Germanium is a semiconductor, so a molecule made of germanium and hydrogen might be expected to behave like a small piece of one, transparent below a gap and absorbing above it. The spectrum of Ge24H38, calculated with the PBE density functional, seems to agree. The molar absorptivity is very small at a photon energy of 2.8 eV and climbs steeply to its highest row at 3.5 eV. It is tempting to look for the gap at the foot of that climb.

Absorption spectrum of gas-phase Ge24H38 from eight singlet excitations, calculated with PySCF 2.14.0 (Tamm-Dancoff PBE/def2-SVP, GFN2-xTB geometry). The response leaves out core orbitals and virtual orbitals above 1.5 Eh. Each excitation is drawn as a Gaussian with a half-width of 0.25 eV at 1/e height and an area set by its oscillator strength.

| photon energy (eV) | molar absorptivity (L/(mol cm)) |
| --- | --- |
| 2.800 | 70.0 |
| 2.900 | 490.0 |
| 3.000 | 2370.0 |
| 3.100 | 8330.0 |
| 3.200 | 21390.0 |
| 3.300 | 40160.0 |
| 3.400 | 55370.0 |
| 3.500 | 56650.0 |
| 3.600 | 44370.0 |
| 3.700 | 28850.0 |

For a solid with a direct gap there is a well-known recipe, the Tauc plot. The number of electron-hole pairs that light can create grows as the square root of the energy above the gap. The square of absorptivity times photon energy therefore rises along a straight line, and that line, extended down to zero, meets the energy axis at the gap. Applied to the steepest part of this plot, between 3.3 and 3.4 eV, the recipe gives 3.20 eV. The energy difference between the highest occupied and the lowest empty orbital is 3.23 eV, so the agreement looks excellent.

It doesn't survive a second look. A real band edge would give nearly the same intercept from any two neighbouring rows on the straight part of the plot. Here the intercept is 2.99 eV from the rows at 3.0 and 3.1 eV, and it moves upward with each later pair as far as the one at 3.3 and 3.4 eV. The plot has no straight part: its slope changes markedly from each pair of rows to the next.

The excitations themselves settle the matter. The lowest singlet excitation of the molecule lies at 3.44 eV, above all these intercepts and above the orbital gap. Yet at 3.1 eV the absorptivity has already reached 15 % of its highest value. What absorbs there is the flank of a state further up, because each excitation has been drawn as a Gaussian that falls to 1/e of its height 0.25 eV from its centre.

This also explains why the recipe came so close to the orbital gap. If one squares a Gaussian and extends its steepest tangent to zero, the tangent meets the axis exactly one such width below the centre. The slowly varying photon energy in the recipe hardly changes this. The expected intercept is thus $3.44-0.25=3.19$ eV. The orbital gap doesn't enter this estimate. The agreement arises because the chosen width happens to be similar to the distance between the first excitation and the orbital gap.

That distance, 0.21 eV, has a physical origin. Exciting an electron with light sets up an oscillating pattern of charge, the transition density. In a singlet state the Coulomb interaction of this pattern with itself costs energy, and exchange and correlation give back only a part. This is the standard reason why a bright singlet lies above its orbital gap with a functional such as PBE. With enough exact exchange in the functional the orbital gap is wider, and the singlet often lies below it. The calculation shows the total shift, not its separate parts.

The first excitation is bright because of the shape of its transition density. It is mainly a jump from the highest occupied to the lowest empty orbital, and both spread over many germanium atoms. Spread alone is not enough, since other excitations between similarly spread orbitals of this molecule absorb almost nothing. The product of the two orbitals must also have opposite signs on opposite sides of the molecule, so that charge swings from one side to the other. Here it swings almost exactly along the direction in which the molecule is most easily polarised. A long polyene, a carbon chain with alternating single and double bonds, absorbs strongly along its chain for the same reason. The likeness doesn't extend to the kind of bond, since the mobile electrons of the polyene sit in $\pi$ bonds and those of this molecule in single bonds between germanium atoms.

A better explanation of the rise is therefore a single strong excitation with a broadened line. Its contribution to the absorptivity $\varepsilon$ at photon energy $E$ is

$$\varepsilon(E)=\varepsilon_1\,e^{-[(E-E_1)/w]^2},\qquad \varepsilon_1\approx\frac{2.9\times10^{4}\,f}{\sqrt{\pi}\,w},$$

where $E_1$ is the excitation energy, $w=0.25$ eV the width and $f$ the oscillator strength, which measures how strongly the state absorbs. The second relation holds because $f$ fixes the area under the line; energies are in eV and absorptivities in L/(mol cm).

The first singlet has $f=0.753$, which gives a peak height of about $4.9\times10^4$ L/(mol cm). At 3.1 eV one is 0.34 eV below its centre, and the exponential leaves 0.16 of that height:

$$\varepsilon(3.1)\approx4.9\times10^4\times0.16\approx7.8\times10^3\ \text{L/(mol cm)}.$$

The table has 8330, so this one state supplies 94 % of the absorption there. No constant was adjusted to this row or to any other.

Can one excitation account for the whole band? A Gaussian has a signature that doesn't depend on its height or position. The ratio of each value to the one before must shrink by the same factor at every step, here 0.73. On the rise the table keeps close to this, apart from the first step, where the small value at 2.8 eV is too coarsely rounded for the test. Towards high energy the factor drifts away and reaches 0.83 at the last row, so the fall steepens more slowly than that of any single line of this width.

The maximum tells the same story. Alone, the first singlet would be past its peak at 3.5 eV and would absorb less there than at 3.4 eV. The table shows the opposite, a rise of 1280 L/(mol cm) between these two rows. Something else must be growing faster than the first state declines.

Two further excitations do this. One lies at 3.53 eV, so close to the first that the two lines merge, and its charge swings nearly at right angles to that of the first. It is enough to turn the decline into a slight rise, and the flank of another state at 3.85 eV supplies most of the remainder. Each of the two has only about a fifth of the oscillator strength of the first. At 3.7 eV, however, the first state has faded so far that these two together supply more than two fifths of the absorption.

The other five of the eight singlets calculated are practically dark. The reason is very probably symmetry. The molecule has almost no dipole moment, as expected if it is nearly unchanged by inversion through its centre. In such a molecule light can't connect two orbitals that behave alike under inversion. The excitations fit this rule: from the highest occupied orbital the jump to the lowest empty orbital is bright and the jump to the next one dark, while from the third-highest occupied orbital it is the other way round. A spectrum with a single smooth hump can thus hide both several bright states and a number of dark ones.

The sum of the three bright states follows every row to within 25 L/(mol cm), less than 0.1 % of the highest value; the printed analysis below lists their separate parts. This close match shows which states make up the band. It is no test of the line shape, because the same Gaussian was used to draw the spectrum. The width therefore carries no information on vibrations, temperature or the lifetime of the excited states.

The two sides of the band are not equally secure. States above the eight calculated would lie higher than 3.85 eV. A state at that energy would give only 4 % of its peak height at 3.4 eV, but 71 % at 3.7 eV. The rise is therefore well described unless a very strong state lies just above, whereas the absorptivity at the high end is a lower bound on what the same method would give with more states.

The position of the whole band is less certain than its make-up. PBE usually places excitations too low, while the Tamm-Dancoff approximation tends to place bright ones too high, and the two errors need not cancel. The small basis set, the removal of high-lying empty orbitals, the approximate geometry and the neglect of relativity, which matters for an atom as heavy as germanium, add errors that have not been tested here. A measured band could well be shifted by some tenths of an electronvolt, as much as the distances discussed above.

For practical use, the energy at which such a curve leaves the baseline is a poor measure of a gap, because it moves with the width given to the lines. The energies and strengths of the excitations are the better guide, also for a related molecule. Where the lowest bright state is by far the strongest, as here, it sets the rise. A weaker one within about a width of it merges with it and pulls the maximum upward, and one about two widths higher leaves the rise almost untouched but lifts the far side.

Output of the analysis:

```
energy of singlet 1 (eV): 3.438
energy of singlet 3 (eV): 3.527
energy of singlet 7 (eV): 3.847
orbital gap HOMO to LUMO (eV): 3.229
singlet 1 above the orbital gap (eV): 0.2095
band-edge intercept from rows 3.0 and 3.1 (eV): 2.992
band-edge intercept from rows 3.1 and 3.2 (eV): 3.083
band-edge intercept from rows 3.2 and 3.3 (eV): 3.164
band-edge intercept from rows 3.3 and 3.4 (eV): 3.202
absorptivity at 3.1 eV in percent of the highest row: 14.7
shrink factor of the step ratio for one Gaussian: 0.7261
parts of the absorptivity in L/(mol cm) and step ratios:
  row  singlet 1  singlet 3  singlet 7  sum of three  ratio to row before  shrink factor of ratio
  2.8      72.05      2.012  0.0002242         74.06                  n/a                     n/a
  2.9      473.3      17.57   0.005454         490.8                    7                     n/a
  3.0       2257      111.4    0.09636          2369                4.837                   0.691
  3.1       7819      512.8      1.236          8333                3.515                  0.7267
  3.2      19667       1714      11.51         21393                2.568                  0.7306
  3.3      35921       4161      77.89         40160                1.878                  0.7312
  3.4      47640       7335      382.6         55357                1.379                  0.7343
  3.5      45879       9389       1365         56633                1.023                  0.7421
  3.6      32084       8727       3535         44346               0.7832                  0.7655
  3.7      16293       5890       6648         28830               0.6502                  0.8302
singlet 1 in percent of the table value at 3.1 eV: 93.87
singlet 1 in percent of the table value at 3.5 eV: 80.99
singlet 1 in percent of the table value at 3.7 eV: 56.47
row 3.5 less row 3.4 in the table (L/(mol cm)): 1280
row 3.5 less row 3.4 for singlet 1 alone (L/(mol cm)): -1760
row 3.5 less row 3.4 for singlets 1 and 3 (L/(mol cm)): 293.6
largest miss of the sum of three (L/(mol cm)): 24.39
percent of its peak that a state at the energy of singlet 7 gives at 3.4 eV: 4.065
percent of its peak that a state at the energy of singlet 7 gives at 3.7 eV: 70.64
```
